# Flux insertion and the commensurability condition

If a lattice system with a conserved particle number has a gap above its lowest group of levels, the filling per cell restricts how many levels that group holds. I derive the restriction by threading one flux quantum, following Oshikawa (2000), whose argument extends the theorem of Lieb, Schultz and Mattis (1961) beyond one dimension.

## Conventions and premises

The lattice has $L$ cells along $x$, labelled by integers $x=1,\dots,L$ with periodic closure, and $C$ cells in each cross-section ($C=1$ for a chain). With $N$ fermions the filling per cell is $\nu=N/(LC)=p/q$, with $p$ and $q$ coprime. The operator $T$ shifts every site by one cell along $+x$ and leaves the vacuum unchanged. I write its eigenvalues as $e^{-iP}$, so that $c_k^\dagger\propto\sum_x e^{ikx}c_x^\dagger$ carries $P=k$. The crystal momentum $P$ is dimensionless and defined modulo $2\pi$; the physical one is $\hbar P/a$ for lattice constant $a$. Since $T^L=1$, $P$ is a multiple of $2\pi/L$.

1. **Translation.** $[H,T]=0$.
2. **Conserved integer charge.** $[H,N]=0$, and each site occupation $n_r$ has integer eigenvalues.
3. **Locality.** Hops span fewer than $L/2$ cells along $x$, so each has an unambiguous displacement. Interactions depend on the $n_r$ only.
4. **Persistent gap.** At fixed $N$ and for every flux between zero and one quantum, the lowest $m$ levels are separated from all others by at least $\Delta>0$. I call them degenerate ground states if $\Delta$ stays finite as the system grows while their spread goes to zero.

My model has nearest-neighbour hopping and repulsion on a ring,

$$H(\phi)=-t\left(e^{-i\phi/L}R+e^{i\phi/L}R^\dagger\right)+V\sum_x n_xn_{x+1},\qquad R=\sum_x c^\dagger_{x+1}c_x .$$

Here $\phi=2\pi\Phi/\Phi_0$, $\Phi_0=h/e$, and $\Phi$ is the flux through the ring, positive with respect to the $+x$ circulation. The phase is the Peierls factor $\exp[(i/\hbar)(-e)\int A\,dx]$ for a uniform vector potential $A=\Phi/(La)$. The one-particle energies are $-2t\cos(k+\phi/L)$. For $C>1$, $R$ sums over all rows, and transverse hops carry no phase. A hop over $s$ cells would carry $e^{-is\phi/L}$, and Steps 1 to 5 go through unchanged.

## Step 1: the flux keeps translation symmetry

In the uniform gauge every bond along $x$ has the same phase, so $[H(\phi),T]=0$ for all $\phi$. If $\phi$ depends on time, the evolution operator is a time-ordered product of factors $e^{-iH(\phi)\,d\tau/\hbar}$, each commuting with $T$. Hence $P$ is conserved exactly, at any ramp speed.

## Step 2: adiabatic following

Start in a state $|0\rangle$ of the low group and raise $\phi$ from $0$ to $2\pi$ in a time $\tau_r$, switching the ramp on and off smoothly. First-order adiabatic theory gives an admixture of a level $\mu$ above the gap of size $\hbar\dot\phi\,|\langle\mu|\partial_\phi H|0\rangle|/(E_\mu-E_0)^2$. Summing the squares and using completeness bounds the leaked probability by $(\hbar\dot\phi\,\|\partial_\phi H\|/\Delta^2)^2$. In momentum space

$$\partial_\phi H=\frac{2t}{L}\sum_k\sin(k+\phi/L)\,n_k,\qquad \|\partial_\phi H\|\le\frac{2tN}{L}.$$

With $\dot\phi\approx2\pi/\tau_r$ the state stays in the low group when $\tau_r\gg 2htN/(L\Delta^2)$. No adiabaticity inside the group is needed, so crossings among the $m$ levels do no harm. The final state lies in the low group of $H(2\pi)$ and still has the initial momentum $P$.

## Step 3: the large gauge transformation

Define

$$U=\exp\Big(\frac{2\pi i}{L}\sum_r x_r n_r\Big).$$

Because $[n_r,c_r^\dagger]=c_r^\dagger$, one has $Uc_r^\dagger U^{-1}=e^{2\pi ix_r/L}c_r^\dagger$. A bond from $x$ to $x+1\le L$ picks up $e^{2\pi i/L}$. The closing bond from $L$ to $1$ picks up $e^{2\pi i(1-L)/L}=e^{2\pi i/L}$ as well. This is why exactly one quantum is special: for another twist angle the closing bond would differ from the rest. So $URU^{-1}=e^{2\pi i/L}R$, the interaction is untouched, and

$$U\,H(\phi+2\pi)\,U^{-1}=H(\phi).$$

$H(2\pi)$ and $H(0)$ have the same spectrum, and $U$ maps the low group of the first onto the low group of the second.

## Step 4: the momentum shift

Let $n_x$ count the particles in column $x$. Then $Tn_xT^{-1}=n_{x+1}$ with $n_{L+1}=n_1$, and

$$\sum_{x=1}^{L}x\,n_{x+1}=\sum_{x=1}^{L}(x-1)\,n_x+L\,n_1=\sum_x x\,n_x-N+L\,n_1 .$$

Exponentiating gives $TUT^{-1}=U\,e^{-2\pi iN/L}\,e^{2\pi in_1}$. The last factor is unity by premise 2, so

$$TU=e^{-2\pi iN/L}\,UT .$$

If $T|\psi\rangle=e^{-iP}|\psi\rangle$, then $TU|\psi\rangle=e^{-i(P+2\pi N/L)}U|\psi\rangle$. Insertion followed by $U$ returns the system to the low group of $H(0)$ with

$$P'=P+2\pi\frac{N}{L}=P+2\pi\nu C\pmod{2\pi}.$$

Faraday's law confirms size and sign. The induced field is $-\dot\Phi/(La)$, the force on a charge $-e$ is $+e\dot\Phi/(La)$, and the impulse per particle over one quantum is $h/(La)=\hbar\,(2\pi/L)/a$. The sum over $N$ particles is the shift above.

## Step 5: counting the states

The counting can be done without time. Let $\Pi(\phi)$ project on the low group and $Q_P$ on momentum $P$. They commute by Step 1, so $m_P(\phi)=\mathrm{Tr}[Q_P\Pi(\phi)]$ is an integer. $H(\phi)$ is a finite matrix that depends continuously on $\phi$, and by premise 4 a contour in the complex energy plane can enclose the low group alone, so $\Pi(\phi)=\oint\frac{dz}{2\pi i}[z-H(\phi)]^{-1}$ is continuous. A continuous integer is constant: $m_P(2\pi)=m_P(0)$. Steps 3 and 4 give $U\Pi(2\pi)U^{-1}=\Pi(0)$ and $UQ_PU^{-1}=Q_{P+2\pi N/L}$. Taking the trace,

$$m_{P+2\pi N/L}(0)=m_P(2\pi)=m_P(0).$$

The momenta of the low group therefore fill whole orbits of the shift $2\pi pC/q$. The shift returns to zero modulo $2\pi$ after $k$ steps when $q$ divides $kpC$, that is when $q$ divides $kC$, first at

$$q'=\frac{q}{\gcd(q,C)} .$$

States of different $P$ are orthogonal, so $m$ is a positive multiple of $q'$.

**Result.** For $C$ coprime to $q$, which includes every chain, a system at filling $p/q$ that keeps its gap during the insertion has at least $q$ states in its ground group, with momenta spaced by $2\pi/q$. If a unique gapped state ($m=1$) exists on such a geometry, then $q=1$ and the filling is an integer. When $C$ shares a factor with $q$ the bound is only $q'$.

In Berry-phase language, let $W$ be $U$ times the adiabatic evolution, restricted to the low group of $H(0)$. It is the non-Abelian holonomy of the closed flux cycle, dressed with dynamical phases, and it obeys $TWT^{-1}=e^{-2\pi iN/L}W$. For non-integer $N/L$ it has no element inside one momentum sector: the cycle cannot end in a mere phase and must permute sectors. The determinant of this relation gives $e^{-2\pi imN/L}=1$, the same divisibility.

## Step 6: what holds without premise 4

Let $|\psi\rangle$ be a ground state of $H(0)$ with momentum $P$, energy $E_0$, and $\theta=2\pi/L$. From $U^{-k}RU^{k}=e^{-ik\theta}R$,

$$\langle\psi|U^{-k}HU^{k}|\psi\rangle-E_0=(\cos k\theta-1)\langle K\rangle+\sin k\theta\,\langle J\rangle ,$$

with $K=-t(R+R^\dagger)$ and $J=it(R-R^\dagger)$. The left side is non-negative. Using this for $k=\pm1$ gives $|\langle J\rangle|\le\tan(\theta/2)\,|\langle K\rangle|$. With $|\langle K\rangle|\le2tN$, the excess energy of $U^k|\psi\rangle$ is of order $k^2tN/L^2=k^2t\nu C/L$. For a chain this vanishes as $1/L$. The states $U^k|\psi\rangle$, $k=0,\dots,q-1$, lie in $q$ different momentum sectors, so each of these sectors has a level within $O(1/L)$ of $E_0$. In one dimension the alternative, gapless or at least $q$-fold degenerate, is thus proved outright. For $C\sim L^{d-1}$ with $d\ge2$ the bound does not vanish, and the adiabatic argument is what carries the result.

## Half filling with neighbour repulsion

On a chain with $N=L/2$ the shift is $\pi$ and $q=2$. The two branches of the alternative appear in the two limits.

At $V=0$ and odd $N$, the Fermi sea $k=2\pi n/L$, $|n|\le(N-1)/2$, has $P=0$ and energy $-2t\cos(\phi/L)/\sin(\pi/L)$. After one quantum it has risen by $2t[1-\cos(2\pi/L)]/\sin(\pi/L)=4t\sin(\pi/L)\approx4\pi t/L$. This is of the same order as any particle-hole excitation at the Fermi points, so the chain is gapless.

At $t=0$ the ground states are the patterns $|1010\cdots\rangle$ and $|0101\cdots\rangle$. $T$ exchanges them, and $T^2$ permutes $N$ fermion operators cyclically, giving $(-1)^{N-1}$. Their combinations have $P=0,\pi$ for odd $N$ and $P=\pm\pi/2$ for even $N$; the difference is $\pi$ in both cases. Converting one pattern into the other needs all $N$ particles to hop, so the splitting first appears at order $t^N/V^{N-1}$. I recall from the Bethe-ansatz solution of the equivalent XXZ chain that the gapless phase ends and the ordered, twofold degenerate phase begins at $V=2t$.

## Exact solution for six sites

Take $L=6$, $N=3$, with 20 states. A hop across the closing bond passes two fermions, so no signs arise. I label configurations by the cyclic distances between particles. There are four translation orbits: $A=(2,2,2)$ with 2 members and energy $0$; $B=(1,2,3)$ and $C'=(1,3,2)$ with 6 members each and energy $V$; $D=(1,1,4)$ with 6 members and energy $2V$. A hop to the right moves one unit from a distance to the preceding one. So each $A$ goes to three $B$, each $B$ to two $C'$, each $C'$ to one $A$ and one $D$, and each $D$ to one $B$. In the normalised $P=0$ states,

$$\langle B|R|A\rangle=\langle A|R|C'\rangle=\sqrt3,\qquad\langle C'|R|B\rangle=2,\qquad\langle D|R|C'\rangle=\langle B|R|D\rangle=1,$$

where $\sqrt3=\sqrt{6/2}$ comes from the orbit sizes. Eliminating $A$ and $D$ leaves a $2\times2$ problem for $B,C'$ with diagonal $V+g$ and off-diagonal modulus $|g-2te^{i\phi/2}|$, where $g=3t^2/E+t^2/(E-2V)$. Setting $(E-V-g)^2=g^2-4tg\cos(\phi/2)+4t^2$ and clearing denominators,

$$E(E-2V)\left[(E-V)^2-4t^2\right]=4t^2(2E-3V)\left[E-V-2t\cos(\phi/2)\right].$$

The flux enters through $\cos(\phi/2)$ because every closed loop of net rightward hops has three steps of phase $\phi/6$. For $P=\pi$, note that $T$ changes $X=\sum_jx_j$ by 3 modulo 6, so multiplying amplitudes by $(-1)^X$ maps $P=0$ onto $P=\pi$ and reverses $t$. In the equation this is $\cos(\phi/2)\to-\cos(\phi/2)$, or $E_\pi(\phi)=E_0(\phi+2\pi)$, as Steps 3 and 4 require. For $P=\pm\pi/3,\pm2\pi/3$ the orbit $A$ is absent. With representatives $B=\{0,1,3\}$, $C'=\{0,1,4\}$, $D=\{0,1,2\}$ the elements are $1+e^{-2iP}$, $e^{iP}$ and $1$ for $B\to C'\to D\to B$, the loop product is $2\cos P$, and

$$(E-2V)\left[(E-V)^2-4t^2\cos^2P\right]=2t^2\left[E-V-2t\cos P\cos(\phi/2)\right].$$

At $V=0$, $\phi=0$ these give a ground level $-4t$ and four levels at $-2t$, two of them at $P=\pi$. The partner state is not separated from the rest.

## Numerical illustration

As a setting I take a hexagonal ring of six gate-defined quantum dots in silicon holding three electrons, with one orbital and one valley per dot and all spins polarised. The assumed inputs are a pitch $a=80$ nm, $t=100\ \mu$eV and $V=1.0$ meV. The bare Coulomb energy at this pitch, with the typical permittivity $11.7$ of silicon, is $1.54$ meV, so the assumed $V$ allows for some screening by the gates. An assumed in-plane field of 1 T with the typical $g\approx2$ gives a Zeeman energy of $116\ \mu$eV. I assume $S_z$ is conserved and the valley splitting is at least as large, and I treat the perpendicular field as a pure flux.

With $V=10t$ and $\varepsilon=E/t$, the quartic at $\phi=0$ factors into $\varepsilon=12$ and $\varepsilon^3-28\varepsilon^2+152\varepsilon+120=0$. At $\phi=2\pi$ it factors into $\varepsilon=8$ and $\varepsilon^3-32\varepsilon^2+232\varepsilon+120=0$. At $\phi=\pi$ it reads $\varepsilon^4-40\varepsilon^3+488\varepsilon^2-1720\varepsilon-1200=0$. The lowest roots are:

| $\phi$ | $\varepsilon$, $P=0$ | $\varepsilon$, $P=\pi$ |
|---|---|---|
| $0$ | $-0.6976$ | $-0.4844$ |
| $\pi$ | $-0.5930$ | $-0.5930$ |
| $2\pi$ | $-0.4844$ | $-0.6976$ |

Premise 4 can be verified here. Both secular equations are linear in $\cos(\phi/2)$, with a coefficient that vanishes only at $\varepsilon=15$ for the quartic and nowhere for the cubic. Away from that value no level takes the same energy twice for $0\le\phi\le2\pi$, so each is monotonic. The second $P=0$ level falls from $8.529$ to $8$, and the second $P=\pi$ level does the reverse. The lowest levels of the four other sectors move between $(29-\sqrt{129})/2=8.821$ and $9$. The smallest separation of the doublet from the rest is therefore $8+0.4844=8.484$, reached at integer flux.

The two lowest levels cross at half a quantum and exchange places after one, and the crossing is protected by $T$. The splitting at zero flux is $0.2132\,t$, which is $0.025$ of the gap. The third-order path $A\to B\to C'\to A$ and its reverse give $\mp12(t^3/V^2)\cos(\phi/2)$, a leading splitting $24t^3/V^2=0.24\,t$. The bound of Step 6 is looser. The ground state is real and unique, so $\langle J\rangle=0$; the Hellmann-Feynman theorem gives $\langle K\rangle=t\,\partial E/\partial t=-1.455\,t$; and $(1-\cos60^\circ)\,|\langle K\rangle|=0.727\,t$ lies above $0.2132\,t$, as it must. Each branch has period $4\pi$, two flux quanta, which is the period for a charge $e/2$. That is the magnitude of the charge on a domain wall (11 or 00) between the two patterns.

In the model's units the splitting is $21.3\ \mu$eV ($0.25$ K) and the gap is $848\ \mu$eV ($9.8$ K). The hexagon encloses $(3\sqrt3/2)a^2=1.66\times10^4$ nm$^2$, so one quantum needs $0.249$ T. With $2N/L=1$ the ramp condition is $\tau_r\gg ht/\Delta^2=0.57$ ps.

These are the model's numbers, and three neglected effects rival them. First, longer-range repulsion. $A$ has three second-neighbour pairs, while $B$ has one first-, one second- and one third-neighbour pair, so the cost of $B$ becomes $V-2V_2+V_3$. For unscreened $1/r$ repulsion on a hexagon, $V_2=V/\sqrt3$ and $V_3=V/2$, which leaves $0.345\,V$. The model can therefore overstate the gap of a real ring by up to about a factor of three, and it understates the splitting. The momenta and the crossing are unaffected, since these terms respect premises 1 to 3. Second, a spin flip costs only $116\ \mu$eV, so $848\ \mu$eV is the gap within the polarised sector. Third, disorder. An offset $\delta$ on one dot breaks premise 1 and couples the two states through $\delta\langle\pi|n_x|0\rangle$. Since $n_x-\tfrac12$ has norm $\tfrac12$ and the states are orthogonal, the avoided crossing at $\phi=\pi$ is at most $\delta$ to first order. An assumed tuning residue of $10\ \mu$eV opens up to $10\ \mu$eV, about half the splitting. A slow cycle then follows the lower level and returns to its starting state.

## Range of validity

- Steps 1, 3 and 4 are operator identities for any size and any interaction strength. They need exact translation symmetry and an exactly conserved integer charge. A pairing term, disorder or a staggered potential removes the constraint; the last doubles the cell and makes $\nu=1$ in the half-filled chain.
- The filling is counted per cell of the translation $T$, and each separately conserved charge gives its own condition. With $S_z$ conserved, one electron per cell at zero magnetisation has $\nu_\uparrow=1/2$, so $q=2$ although the total filling is an integer.
- Premise 4 is an assumption for $d\ge2$: Steps 2 and 5 use the gap at all fluxes, not only at zero flux. In one dimension Step 6 replaces it. The quasi-adiabatic construction of Hastings (2004) for spin systems starts from the gap at zero flux and locality instead.
- The bound is $q/\gcd(q,C)$. Choosing $C$ coprime to $q$ can frustrate the order; a checkerboard pattern on an odd circumference is forced to contain a domain wall. The step from such geometries to the bulk assumes that gap and degeneracy do not depend on that choice.
- The condition is necessary and not sufficient. Integer filling does not guarantee a gap, and the argument does not say whether a fractional filling is gapless, breaks translation symmetry, or has a degeneracy of topological origin.
- The statement concerns eigenstates at fixed $N$. In a finite ring the group is split, by $0.025$ of the gap in the six-site model, and degeneracy is a property of the limit of large $L$.